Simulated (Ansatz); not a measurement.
CaO: the change of pressure and energy above lowest point with volume per atom

All results are calculated (Ansatz 0.2.0 development build). Equation of state of a cubic crystal from periodic Kohn-Sham density functional theory without spin; pressure corrected for the finite basis.

Cell of the first row (space group Fm-3m, No. 225):
```
CaO
1.0
      0.0000     2.3663     2.3663
      2.3663     0.0000     2.3663
      2.3663     2.3663     0.0000
Ca O
1 1
Direct
  0.00000 0.00000 0.00000
  0.50000 0.50000 0.50000
```

Settings of every row: formula CaO; structure type rock salt; functional PBE; spin treatment none; k mesh 20x20x20; occupation method fermi-dirac; occupation width 0.061225619 eV; wave cutoff 420 eV; datasets soft-1 PAW; density cutoff ratio 4.

```csv
row,volume per atom (Å³),pressure (GPa),energy above lowest point (meV/atom)
1,13.249,7.422,18.47
2,13.531,?,?
3,13.813,2.193,1.87
4,14.095,-0.028,0
5,14.377,-2.024,1.84
6,14.659,-3.818,7.01
7,14.941,-5.431,15.16
```

Question: what pressure and energy above lowest point should row 2 give?

Worked fit of pressure. Take u = (V_r/V)^(2/3) − 1 with V_r = 14.236 Å³ an atom, which is twice the finite (Eulerian) strain; such expansions in the strain, on which the Birch-Murnaghan equation of state is built, carry the rest volume and the bulk modulus. The shown rows have u = 0.04907, 0.02031, 0.00666, -0.00655, -0.01933, -0.03171. Least squares give pressure = −1.0527 + 151.07 × u + 422.06 × u² + 384.4 × u³ GPa; a parabola predicts inner rows, each left out in turn, worse (root mean square 0.0076 against 0.00039 GPa). All shown rows lie on it to the printed digit. The pressure vanishes at u = 0.0068, or V = 14.09 Å³ an atom, and there the bulk modulus at fixed shape and fractions is B = −V dP/dV = (2/3)(1 + u) dP/du = 105 GPa. The withheld row has u = 0.03444, so the fit gives −1.0527 + 151.07 × (0.03444) + 422.06 × (0.03444)² + 384.4 × (0.03444)³ = 4.666 GPa.

The calculation gave 4.668 GPa. The fit lies 0.002 GPa (0.016 % of the column's range) below it; its largest miss of a shown row is 0.000 GPa.

Worked fit of energy above lowest point. Take u = (V_r/V)^(2/3) − 1 with V_r = 14.236 Å³ an atom, which is twice the finite (Eulerian) strain; such expansions in the strain, on which the Birch-Murnaghan equation of state is built, carry the rest volume and the bulk modulus. The shown rows have u = 0.04907, 0.02031, 0.00666, -0.00655, -0.01933, -0.03171. Least squares give energy above lowest point = 0.483 − 140.47 × u + 10232.5 × u² + 2045 × u³ meV/atom; a parabola predicts inner rows, each left out in turn, worse (root mean square 0.04 against 0.0052 meV/atom). All shown rows lie on it to the printed digit. Its lowest point lies at u = 0.0068, or V = 14.09 Å³ an atom, and the curvature there gives the bulk modulus at fixed shape and fractions, B = (4/9)(1 + u)² E″(u)/V = 105 GPa. The withheld row has u = 0.03444, so the fit gives 0.483 − 140.47 × (0.03444) + 10232.5 × (0.03444)² + 2045 × (0.03444)³ = 7.87 meV/atom.

The calculation gave 7.88 meV/atom. The fit lies 0.01 meV/atom (0.054 % of the column's range) below it, one unit of the last digit.
